An X-ray photon scattered by a free praseodymium atom either leaves the electrons in their state or excites them. The form factor f is the amplitude of the first process in units of one free electron. The incoherent function S is the intensity of the second in the same unit. Both depend on s = sin θ/λ, with θ half the scattering angle and λ the wavelength, through the momentum transfer q = 4πs, which is 6.650 bohr⁻¹ per Å⁻¹. Three rows of this Dirac-Fock curve are held back. What are f and S at s = 2.0, 2.5 and 3.0 Å⁻¹?

X-ray form factor of the spherical density and Waller-Hartree incoherent scattering function of the free Pr atom (Z = 59, [Xe] 4f3 6s2), computed with Radial Dirac-Fock and Kohn-Sham solver 2. The level of theory is Dirac-Fock for the average of configuration, with a finite nucleus of rms radius 4.8919 fm.

```
sin theta over lambda (Å⁻¹)  form factor (e)  incoherent function (e)
                          0            59.00                        0
                       0.05            57.44                    2.061
                       0.10            54.28                    4.875
                       0.15            50.95                    7.505
                       0.20            47.60                    10.06
                       0.25            44.31                    12.43
                       0.30            41.24                    14.66
                       0.35            38.48                    16.71
                       0.40            36.03                    18.55
                       0.45            33.84                    20.17
                       0.50            31.86                    21.63
                       0.60            28.35                    24.28
                       0.70            25.37                    26.72
                       0.80            22.87                    29.00
                       0.90            20.82                    31.12
                        1.0            19.18                    33.09
                        1.1            17.85                    34.88
                        1.2            16.75                    36.49
                        1.4            14.89                    39.15
                        1.6            13.22                    41.25
                        1.8            11.63                    42.97
                        2.0                ?                        ?
                        2.5                ?                        ?
                        3.0                ?                        ?
                        3.5            4.993                    51.39
                        4.0            4.433                    52.75
                        5.0            3.446                    54.69
                        6.0            2.596                    55.91
```

From 0 to 0.05 Å⁻¹. For a spherical density with subshell occupations n and radial functions P(r),

f(q) = Σ n ∫ P² sin(qr)/(qr) dr

At q = 0 all 59 electrons scatter in phase. Expanding sin(qr)/(qr) ≈ 1 − q²r²/6 gives

f ≈ Z − q² Σ⟨r²⟩/6

and the same run gives Σ⟨r²⟩ = 96.297 bohr², so nothing is fitted. At s = 0.05, q = 6.650 × 0.05 = 0.3325 bohr⁻¹, q² = 0.1106, and the drop is 0.1106 × 96.297/6 = 1.77 e. The estimate of 57.23 lies 0.21 e below the tabulated 57.44, the sign expected of the positive q⁴ term. The r² weight favours the diffuse 6s pair, so by theory these rows would change most on bonding or on ionisation to Pr³⁺. The atom here is neutral and averaged over the 4f³ configuration, so the curve says nothing of a term, a moment or an aspherical 4f density.

From 0.1 to 1.0 Å⁻¹. A useful simpler system is a set of nested thin spherical shells of charge. One of radius R scatters as sin(qR)/(qR) and first vanishes at qR = π, so large shells drop out first and small ones last. The analogy fixes the order and the rough position of each loss. It overstates the later oscillations, because real shells are broad, overlap, and have inner lobes. Here, by this argument, the O and N electrons lose their phase and the M electrons begin to. The step doubles at 0.5: f drops 1.98 and then 3.51 between rows, yet per 0.1 Å⁻¹ the fall slows from 3.96 to 3.51.

S rises for a related reason. Summing over all final states by closure and removing the elastic part gives

S = Z − Σ |f_ij|²,  f_ij = ⟨i| exp(iq·r) |j⟩

over occupied orbitals i, j of like spin. For hydrogen this is S = 1 − f². The terms with i ≠ j remove transitions that the Pauli principle blocks. The columns cross between 0.6 and 0.7, but this compares an amplitude with an intensity; the fair comparison is f² with S.

From 1.0 to 1.8 Å⁻¹. The fall of f per 0.1 Å⁻¹ almost stops slowing: 0.93, 0.83 and 0.80 over the three steps from 1.2 to 1.8. By size, the shell losing its phase here is the M shell. A hydrogenic 3d orbital has ⟨r⟩ = 10.5/Z_eff bohr and a 3s orbital 13.5/Z_eff, which for a screened charge in the upper forties is about 0.25 bohr. Then q⟨r⟩ = π at q ≈ 12.6 bohr⁻¹, or s ≈ 12.6/6.650 = 1.9 Å⁻¹. This thin-shell zero comes too early for a broad shell: the form factor of a hydrogenic 3d orbital first vanishes at q = (2Z_eff/3) tan 30°, where q⟨r⟩ = 7 tan 30° ≈ 4, and for the charge of 47.0 fitted below that is s ≈ 2.7 Å⁻¹. The M shell alone would give a curved fall. In the shell model below its part runs 8.2, 6.0, 4.1 and 2.6 e from 1.2 to 1.8, while the outer shells rebound from −0.4 to +0.4 e, fastest at the start, and so straighten the sum. The table supports part of this directly. The K and L shells can supply at most 10 e, so at least 1.63 e of the 11.63 at s = 1.8 comes from outside them and has still to go.

From 3.5 to 6.0 Å⁻¹. Beyond the gap the fall is only 0.11, 0.10 and 0.09 per 0.1 Å⁻¹, the slow loss expected of the compact L and K shells, partly offset in the model below by a small rise of the M part. A nonrelativistic 1s pair with charge 59 − 0.3 = 58.7 gives 2/[1 + (q/117.4)²]², and at s = 6.0, where q = 39.9, this is about 1.6 of the 2.596 e. S has reached 55.91, still 3.09 short of 59.

The gap. The slope of f must drop from 0.80 to 0.11 somewhere between 1.8 and 3.5, and the two M-shell estimates, 1.9 and 2.7, place the bend between about 2 and 3, after which mainly the slower fall of the L shell is left. The slope of S goes from 0.86 to 0.27 with no sign of a plateau on either side. Theory argues for the difference: f adds signed shell terms, while Z − S adds squares, which cannot cancel between shells. If f stays convex and S concave, as in the known rows above 0.2, each value lies between the chord across the gap and the tangents from its edges. At 2.5 that allows f from 6.11 to 8.90, which is loose.

The plan, written without sight of the withheld rows, forecasts the following. f keeps falling, steeply to 2.0, with the knee between 2.0 and 3.0. S rises, concave, with no knee. The 2.5 row is the least certain. f² exceeds S at 2.0, falls below it at 3.0, and crosses near 2.5–2.7.

A shell model gives single values with error bars. Each subshell gets a screened hydrogenic orbital, orthogonalised to the inner ones of the same l. The 1s is fixed in its Dirac form with charge Z − 0.3. Six charges (L, M, 4s4p, 4d, 4f with 5s5p, 6s) are fitted by least squares to the relative error of f on the 25 known rows. They trade against each other and carry no physical meaning; the L charge comes out at 60.6, above Z. From s = 1.0 up the model misses f by at most 0.34 e, and it puts the M part at 2.6 e at 1.8 and −0.5 e at 3.5 and the L part at 6.5 and 3.6 e, so M supplies under half of the fall across the gap; this is a rough split only.

S follows from the same orbitals with no new parameter and is within 0.10 e on the known rows from 1.0 up. The formula is of the same Waller-Hartree form as the calculation's, here with nonrelativistic spin orbitals and a simplified 4f self-term, so this tests mainly the orbitals. Keeping only the spherical self-term of each orbital leaves S too high by 8.28 e at 1.8, so the pair and non-spherical terms are indispensable. The model fails at low angle, by 0.81 e in f at 0.20 and 2.17 e in S at 0.35. Poor hydrogenic outer orbitals and a crude 4f self-term are the likely cause, which is untested.

The numerical prediction is the model corrected by its residual, interpolated linearly from 1.8 to 3.5. A cubic spline of ln f and ln(Z − S) against ln s serves as a check without physics. The bar is the larger of their disagreement and the error in a blind trial with the rows from 1.0 to 1.6 hidden as well. There the model erred by up to 4.6% of f and 0.4% of Z − S, the spline by 0.4% and 0.9%. For s = 2.0, 2.5 and 3.0 this gives f = 10.08 ± 0.47, 7.28 ± 0.34 and 5.75 ± 0.27 e, S = 44.41 ± 0.06, 47.38 ± 0.04 and 49.63 ± 0.04 e, and a crossing at 2.61 Å⁻¹.

The withheld rows as computed:

```
sin theta over lambda (Å⁻¹)  form factor (e)  incoherent function (e)
                        2.0            10.16                    44.44
                        2.5            7.364                    47.42
                        3.0            5.815                    49.66
```

All six values lie inside the bars of the numerical prediction. The fall of f per 0.1 Å⁻¹ runs 0.74, 0.56, 0.31 and 0.16 through the four steps from 1.8 to 3.5. With the uneven step allowed for, this slope changes about equally fast around 2.0 and 2.5, and more slowly around 1.8 and 3.0. The knee is thus broad, with its sharpest part at the lower end of the forecast interval from 2.0 to 3.0, and the curve is still bending after 3.0. S is concave throughout, with slopes 0.73, 0.60, 0.45 and 0.35.

The model's f is low in all three rows, by 0.08, 0.08 and 0.06 e, or 0.8 to 1.1% of the computed value. The bars were four to six times the misses, because they were set by the trial gap, where the model erred by more. The common sign shows that the residual (model minus table), already swinging from +0.34 at 1.2 to −0.23 at 1.8, sagged below the straight line drawn across the gap. One charge shared by 3s, 3p and 3d may be the reason; that is a guess. The spline is high by 0.03, 0.15 and 0.10 e, so it wins at 2.0 and the model wins at 2.5 and 3.0. For f, the claim that 2.5 is least certain holds for the spline only, since the model's relative miss at 3.0 is as large.

For S the model is low by 0.03 to 0.04 e, using up to 0.9 of its bar, while the spline is within 0.01 e, close to the 0.005 e rounding of the table. On so smooth a curve the shell model added nothing to the forecast.

At 2.5, f² = 54.2 still exceeds S = 47.42; at 3.0 it is 33.8 against 49.66. Logarithmic interpolation puts the crossing at 2.63 Å⁻¹, a figure limited by the 0.5 Å⁻¹ step and slightly high, since ln(f²/S) is convex here. Reaching it needs λ below 1/2.63 = 0.38 Å, photons above about 33 keV, near the Pr K edge at roughly 42 keV (a rough recalled figure). Anomalous dispersion, which f omits, matters there, and closure ignores the binding limit on energy transfer, so a measured balance would differ. Correlation is also absent from a single configuration.

For a neighbouring lanthanide the argument predicts the same shape. One more proton shrinks the M shell by about one part in its screened charge, some 2%, and should move the knee to larger s by as much, while the added 4f electron shows mainly below about 1 Å⁻¹.
